**Q:** This table describes zinc oxide by localised orbitals, called Wannier functions, computed with PBE. Two rows are blank. Is there enough left to fill them?

Maximally localised Wannier functions of ZnO (P6_3mc) from Zn 3d and O 2p trial orbitals, computed with Ansatz 0.2.0 using PBE, PAW and a 420 eV plane-wave cutoff in an r2SCAN-relaxed cell. The k mesh is 9×9×4, the Wannier mesh 6×6×4. On-site energies are counted from the valence top, and z is the cartesian height of each function's centre.

```csv
row,function spread (angstrom^2),function on site (eV),function z (Å)
1,?,?,?
2,?,?,?
3,0.328,-4.367,0.001
4,0.338,-4.284,-0.015
5,0.337,-4.292,-0.015
6,0.351,-4.217,2.570
7,0.330,-4.358,2.608
8,0.328,-4.368,2.607
9,0.339,-4.282,2.591
10,0.337,-4.293,2.590
11,1.037,-3.281,1.911
12,1.014,-3.320,1.996
13,1.014,-3.320,1.996
14,1.037,-3.281,4.517
15,1.014,-3.320,4.601
16,1.014,-3.320,4.601
```

**A:** First find out what is missing. The column function z is the height of an orbital's centre, and it sorts the rows by atom. Rows 3 to 5 sit on one zinc and rows 6 to 10 on the other, while the last six sit on the two oxygens. A filled zinc 3d shell needs five orbitals, so the first zinc lacks two.

**Q:** Why should the second zinc tell us about the first?

**A:** The crystal makes them equivalent: a mirror reflection combined with a shift by half the c axis carries one onto the other. Equivalent orbitals have the same function spread, which measures their size, and the same function on site, the mean energy of an electron in that orbital counted from the valence top. Rows 3, 4 and 5 do repeat rows 8, 9 and 10, with on-site energies that agree within 0.002 eV. The blanks should then be the twins of rows 6 and 7.

**Q:** But rows 6 and 7 differ from each other. Shouldn't all five d orbitals of an atom be alike?

**A:** In a free Zn²⁺ ion they would be. Inside an ideal tetrahedron of oxygens, and before any mixing with the oxygen 2p orbitals, they should form two levels: three t2 orbitals above two e orbitals. The lobes of t2 come closer to the oxygens, where repulsion and the need to stay orthogonal to the oxygen orbitals raise their energy. That is the standard explanation; the table doesn't separate the two effects.

**Q:** I count three groups of energies on the second zinc, not two.

**A:** Two levels can look like three when the orbitals are drawn along tilted axes. Here z runs along c, and so does one Zn–O bond of each zinc. The orbital pointing along that bond is pure t2, while the other four form two pairs, one with one third t2 character and one with two thirds. These labels are inferred from the pattern of energies, which should then climb in equal steps.

**Q:** Do they?

**A:** Nearly. The three known orbitals of the lower pairs average −4.364 eV and the four of the middle pairs −4.288 eV, a step of 0.077 eV for one third more t2. One more such step leads to −4.211 eV for the pure t2 orbital. Row 6, which wasn't used in this estimate, lies only 0.006 eV lower. That is a single check, and it assumes an ideal tetrahedron, while the real site is only threefold. Rows 11 and 12 on oxygen would be equal in an ideal tetrahedron and differ by 0.039 eV. A threefold field is expected on zinc too, so part of this agreement may be luck.

**Q:** Then give me row 1.

**A:** I take it as the twin of row 6, the pure t2 orbital. That means an on-site energy of −4.217 eV and a spread of 0.351 Å². The height is that of row 6 less half the c axis, read off the oxygen rows. Scaled by the program's fitted factor of 1.008, which should ideally be one, this gives −0.036 Å.

**Q:** And row 2?

**A:** The twin of row 7, from the lower pair: −4.358 eV, 0.330 Å² and 0.003 Å. For both rows I allow 0.005 eV, 0.002 Å² and 0.005 Å either way, judged from how well the known twins agree. The main risk is the order of the list, since the two rows could be swapped. The calculation also reports a total spread of 9.499 Å² for all sixteen functions. That fixes the sum of the two hidden spreads, and it agrees with mine, but it can't settle the order.

**Q:** Let's see.

The withheld rows as computed:

```csv
row,function spread (angstrom^2),function on site (eV),function z (Å)
1,0.351,-4.217,-0.035
2,0.329,-4.359,0.002
```

**Q:** All six values are within your ranges. Where did you miss?

**A:** Row 1 has the forecast energy and spread, and its height is off by 0.001 Å, a miss made by the fitted factor, since the unscaled copy gives −0.035 Å. In row 2 each of the three values misses by one unit in the last digit. For the energy this is more than rounding: row 2 lies below its twin by as much as row 3 lies above its own, so the two zincs share the sum of the pair more exactly than its members. The order of the list held as well.

**Q:** Would the two-level picture have done as well as copying the twins?

**A:** Almost. Fitted to the eight known d orbitals, it misses the two hidden energies by less than 0.005 eV, as the output below shows. It fails on a finer point: it gives both members of a pair the same energy, as threefold symmetry demands. Yet row 2 lies 0.008 eV above its partner, row 3, and rows 7 and 8 differ in much the same way.

**Q:** So is the crystal less symmetric than we thought?

**A:** No, the computed orbitals are. They respect the equivalence of the two zincs better than the threefold axis through each one, and minimising the spread doesn't enforce that axis. The table holds a hint: rows 2 and 5 add up to the same energy as rows 3 and 4, and on the other zinc rows 7 and 10 match rows 8 and 9 within 0.001 eV. That is what a slight mixing between the two pairs would give, though the table can't show the mixing itself. So I wouldn't read physics into differences of 0.01 eV within a pair. Nor are these energies band positions to compare with a photoemission spectrum. The zinc orbitals still couple to the oxygen ones, which lie higher, and that is expected to push the t2 part of the d bands down. PBE is also known to put the zinc 3d bands too close to the valence top.

**Q:** What would test whether the three groups are really two levels?

**A:** The coupling between the two pairs on one zinc. If each pair is a mixture of e and t2, the mixing that spaces the energies should also leave a coupling, √2/3 times the e–t2 separation in an ideal tetrahedron. With the fitted separation of 0.22 eV, that is about 0.1 eV. The table lists only the energies of single orbitals, so whether that coupling is there remains open.

Printed output of the fit:

```
fit of first * function_on_site on 14 rows: coefficient of twin_e 1 +/- 9.1e-05; rms 0.000655, worst 4 0.00201, leave-one-out rms 0.000978
  rows outside the fit (model, value, miss): 1 -4.217, -4.217, 7.32e-06; 2 -4.358, -4.359, 0.00101
fit of first * function_spread on 14 rows: coefficient of twin_s 0.999 +/- 0.00039; rms 0.000217, worst 4 0.000658, leave-one-out rms 0.000327
  rows outside the fit (model, value, miss): 1 0.3506, 0.351, -0.000354; 2 0.3297, 0.329, 0.000667
fit of first * function_z on 14 rows: coefficient of twin_z 1.008 +/- 0.013; rms 0.000264, worst 3 0.000679, leave-one-out rms 0.00042
  rows outside the fit (model, value, miss): 1 -0.0356, -0.035, -0.000599; 2 0.002687, 0.002, 0.000687
fit of dshell * function_on_site on 14 rows: coefficient of dshell -4.438 +/- 0.0037, coefficient of t2share 0.2235 +/- 0.006; rms 0.00346, worst 9 -0.007, leave-one-out rms 0.00457
  rows outside the fit (model, value, miss): 1 -4.214, -4.217, 0.0025; 2 -4.363, -4.359, -0.0045
largest on-site mismatch of the three known Zn twins (eV): 0.002
spread left for rows 1 and 2 by the total of 9.499 in the caption (angstrom^2): 0.681
sum of the two spreads copied from rows 6 and 7 (angstrom^2): 0.681
step from lower to middle d group (eV): 0.07658
step from middle d group to row 6 (eV): 0.07075
row 6 extrapolated from the two pairs alone (eV): -4.211
mean spread of lower d group (angstrom^2): 0.3287
mean spread of middle d group (angstrom^2): 0.3377
on-site difference row 7 less row 8, zero by threefold symmetry (eV): 0.01
mean O spread over mean known d spread: 3.041
```
